Appendix B. Floor potential and ion deflection in an SiO2 contact hole of aspect ratio 20

B.1 Setting and conventions

The hole is a cylinder of diameter D = 100 nm and depth H = 2000 nm, so A = H/D = 20. Potentials are referred to the top surface, z points down, and W = eVb is the potential energy of a singly charged positive ion at the floor. Averaged over the RF cycle, an insulating top surface receives equal ion and electron fluxes, and all fractions below refer to this common flux through the mouth. The inputs are illustrative values of typical size. The axial ion energy is ε = Emean + (ΔE/2) cos φ with φ uniform on 0 to π (the arcsine distribution of a sinusoidally modulated sheath), Emean = 1000 eV and ΔE = 1000 eV, so Emax = 1500 eV. The electrons are Maxwellian with kTe = 3 eV (3.5×10⁴ K). The transverse ion energy is exponentially distributed with mean kTi = 0.5 eV (5.8×10³ K). An azimuthal imbalance of wall charge of 1 V across the hole gives E⊥ = 0.01 V/nm over the whole depth.

B.2 Estimate by hand

Electrons arrive with a cosine flux. The floor sees the mouth within a half-angle of about D/2H, which passes the fraction (D/2H)² = 1/(4A²) = 1/1600 ≈ 6×10⁻⁴. Ions diverge by about √(0.5/1500) ≈ 0.02 rad, less than 1/A = 0.05, so take them all to go straight down. The floor charges positive until it turns back all but one ion in 1600, which puts W at the top of the distribution: eVb ≈ 1.5 keV.

An ion of mass M and energy eV crosses a length L in t = L/v with v² = 2eV/M. Its sideways shift is δ = (eE⊥/2M)t² = E⊥L²/(4V), and its tilt is E⊥L/(2V). With L = H and V = 1500 V, δ ≈ 7 nm and the tilt is about 0.007 rad.

B.3 Careful calculation

Straight paths. The fraction of ions above W is p = φb/π, where W = Emean + (ΔE/2) cos φb. If every such ion lands, zero net current means p = f_e, and

eVb = Emean + (ΔE/2) cos(π f_e). (B1)

For straight electron paths f_e is the view factor of two coaxial discs, f0 = [√(A²+1) − A]² = 6.24×10⁻⁴, and (B1) lies 0.96 meV below Emax. The arithmetic of the estimate is therefore sound. Its weak point is the straight paths, since the floor potential acts on both species.

Paths in the field. Assume the wall potential rises linearly, V = Vb z/H. This solves Laplace's equation inside the hole with no radial field, but it is an assumption, because current balance on the wall is not imposed. Particles that touch the wall are counted as lost. With axial energies ε0 at the mouth and ε1 at the floor, uniform acceleration gives the transit time t = 2H/(v0 + v1), so a transverse energy ε⊥ moves the particle sideways by uD with

u = 2A √ε⊥ / (√ε0 + √ε1).

The sideways motion is a straight line and the cross-section is convex, so a particle clears the wall if it starts and ends inside the circle. For uniform entry the probability is the overlap of two discs offset by uD, g(u) = (2/π)[arccos u − u√(1 − u²)] for u < 1. With mean transverse energy kT, u² is exponentially distributed with mean b² = 4A²kT/(√ε0 + √ε1)². Integration by parts with g′ = −(4/π)√(1 − u²) gives the average

G = 1 − (4/π) ∫₀¹ √(1 − u²) exp(−u²/b²) du = 1 − exp(−x)[I0(x) + I1(x)],

x = 1/(2b²) = (√ε0 + √ε1)²/(8A²kT), (B2)

where I0 and I1 are modified Bessel functions, and G = x/2 − x²/4 + … at small x.

A Maxwellian flux that crosses a planar retarding sheath keeps its temperature, so the axial electron energy at the mouth has the density exp(−ε0/kTe)/kTe. Electrons gain energy, ε1 = ε0 + W, and ions lose it, ε1 = ε0 − W. The balance is

∫₀^∞ G(xe) exp(−ε0/kTe) dε0/kTe = (1/π) ∫₀^φb G(xi) dφ, (B3)

with 8A²kTe = 9600 eV in xe and 8A²kTi = 1600 eV in xi. At W = 0 the left side reduces to f0. Writing the right side as p⟨G⟩ shows that (B1) survives with f_e replaced by f_e/⟨G⟩. Numerical solution gives:

case | p | Emax − eVb
straight paths | 6.24×10⁻⁴ | 0.96 meV
ion wall loss only (G = 0.31) | 2.0×10⁻³ | 0.01 eV
electron attraction only | 0.077 | 15 eV
both, eq. (B3) | 0.19 | 89 eV

The model's floor potential is eVb = 1.41 keV, with f_e = 0.074 and ⟨G⟩ = 0.38.

Deflection. The same transit time in δ = (eE⊥/2M)t² gives

δ = eE⊥H²/(√ε0 + √ε1)², tan θ = eE⊥H/[√ε1 (√ε0 + √ε1)], (B4)

which return E⊥L²/(4V) and E⊥L/(2V) for ε1 = ε0 = eV and H = L. The fastest ion enters with 1500 eV and lands with 89 eV, so δ = 17 nm and tan θ = 0.044. An ion that barely lands is shifted by 28 nm. For the fastest ion the thermal spread is bD = 59 nm and δ²/(bD)² = 0.09, so leaving E⊥ out of (B3) is a modest correction. The shift matters because it has a fixed direction. In a hole it moves the etch front off axis and, being renewed as the hole deepens, produces twisting. Beside a conducting line on oxide the field of the charged floor drives the slowed ions into the foot of the line, which produces notching.

B.4 Why the two differ

The potentials, 1.5 and 1.41 keV, differ by 6 %, although p grew by a factor of 309. That factor has two parts. Electrons falling from near rest through W cross in 2H/v1 with v1 set by W, so x ≈ W/(8A²kTe) and f_e ≈ W/(16A²kTe), a gain of W/(4kTe) = 118 over 1/(4A²). The full result f_e/f0 is also 118, partly by accident, since the entry speed raises f_e and the x² term lowers it, each by under 10 %. The second part is 1/⟨G⟩ = 2.6. The estimate compared the ion divergence at entry with 1/A, but slowed ions spend longer in the hole and most reach the wall.

The potential hardly follows because the arcsine density diverges at Emax, so a narrow energy window holds many ions. For small p, Emax − eVb ≈ (ΔE/4)(πp)², which gives 92 eV for the last row, close to the exact 89 eV. Being quadratic in p, the deficit grew by about 10⁵, but from 1 meV. This also explains why ion loss alone does nothing visible while it turns 15 eV into 89 eV once electrons are attracted.

The shift differs by the factor 4ε0/(√ε0 + √ε1)² = 2.6, which is bounded by 4. The estimate let the ion keep its full speed in a hole whose floor it had just found to stop nearly every ion. The tilt grows more, because the axial speed at impact is small.

B.5 Neglected currents and the real hole

Negative charge near the mouth repels electrons and raises eVb, by 89 eV at most. The other omissions lower it and are as large as the currents retained. For a typical flux of 60 nm⁻² s⁻¹ the mouth admits 4.7×10⁵ ions per second, and the floor current of each sign is 5.6 fA. A leakage path of 2.5×10¹⁷ Ω carries as much at Vb, which for the wall strip of length H and width πD is a sheet resistance of 4×10¹⁶ Ω per square. Any more conductive wall film dominates the balance. Secondary emission from ions that strike the wall, with a typical yield of order 0.1, frees up to 0.09 electrons per entering ion, comparable with f_e = 0.074, and the field draws them towards the floor. The axial field of 0.7 V/nm is near the typical breakdown field of SiO2, about 1 V/nm, and the oxide left between the floor and the substrate conducts once it is too thin to hold Vb. Such currents push p out of the peak into the flat middle of the distribution, where eVb falls roughly linearly with p. Equation (B1) with f0 is thus an upper estimate, and (B3) remains a high one. As typical knowledge, oxide holes of this aspect ratio under keV ions charge to a few hundred volts, so the model's 1.41 keV overshoots by a factor of several, and its deflection enhancement of 2.6 is correspondingly too large.